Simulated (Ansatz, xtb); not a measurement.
Relative energy of two isomers of C5H7P

Structure I: `C1=CPC=CC1`, a singlet. Structure II: `P#CC1CCC1`, a singlet. Both are isolated molecules in the gas phase, relaxed with PBE0-D3(BJ)/def2-SVP.

**Question.** Estimate which is lower in electronic energy at CCSD(T)/def2-SVP + ΔMP2/def2-TZVPP, and by roughly how much.

**Answer.** The CCSD(T)/def2-SVP + ΔMP2/def2-TZVPP calculation puts structure I lower, by 15.9 kcal/mol.

Level by level:

```csv
level,geometry,E(II) − E(I) (kcal/mol),departure from the last row (kcal/mol),"job, with rough time for the two"
GFN2-xTB,GFN2-xTB,+9.2,−6.7,"optimisation, 0.34 s"
HF/STO-3G,GFN2-xTB,+21.4,+5.5,"single point, 0.52 s"
r2SCAN-D4/def2-SVP,GFN2-xTB,+17.9,+2.0,"single point, 3.7 s"
PBE0-D3(BJ)/def2-SVP,PBE0-D3(BJ)/def2-SVP,+18.8,+2.8,"optimisation, 66 s"
HF/def2-SVP,PBE0-D3(BJ)/def2-SVP,+21.9,+5.9,part of the CCSD(T) run
MP2/def2-SVP,PBE0-D3(BJ)/def2-SVP,+6.2,−9.7,part of the CCSD(T) run
CCSD(T)/def2-SVP,PBE0-D3(BJ)/def2-SVP,+11.4,−4.5,single point
CCSD(T)/def2-SVP + ΔMP2/def2-TZVPP,PBE0-D3(BJ)/def2-SVP,+15.9,,"single point, 60 s"
```

As drawn, II has 1 C≡P, 3 C–C, 1 C–H in place of 2 C=C, 2 C–P, 1 P–H. Structure I has a 6-membered ring, II a 4-membered ring.

None of the levels shown reverses the order. The largest departure from CCSD(T)/def2-SVP + ΔMP2/def2-TZVPP is that of MP2/def2-SVP, 9.7 kcal/mol. The last row adds to CCSD(T) the change of the MP2 difference between the two basis sets, here +4.5 kcal/mol, a large step that makes the value less sure.

With thermal terms from frequencies at re-optimised GFN2-xTB minima (ideal gas, soft modes damped towards free rotors, one conformer each, 298.15 K, 1 atm): on the last row, ΔE + ΔZPE = +19.1, ΔH = +19.2, ΔG = +18.3 kcal/mol.

The correlated steps freeze 10 core orbitals. Codes used: Ansatz 0.2.0, xtb 6.7.1; the last row on 2 threads of Intel(R) Xeon(R) Processor @ 2.70GHz on a shared host.

The cyclic phosphine is clearly favoured over the phosphaalkyne, and the likely reason is a balance of bond energies and strain. Structure II gains C–C σ bonds and exchanges a P–H bond for a stronger C–H bond, but it pays for a strained four-membered ring and a C≡P unit whose π bonds are weak because carbon 2p and the more diffuse phosphorus 3p orbitals overlap poorly. Structure I keeps two ordinary C=C bonds in a ring with little angle strain.

Electron correlation favours II, probably because the compact triple bond holds several electron pairs close together. MP2 exaggerates this effect, and CCSD(T) in the same basis restores part of the gap. Zero-point energy widens the preference for I, as expected when a soft P–H oscillator is replaced by a stiffer C–H one. The ordering is thermodynamic and says nothing about the barrier to interconversion or about the tendency of an unhindered phosphaalkyne to oligomerise.
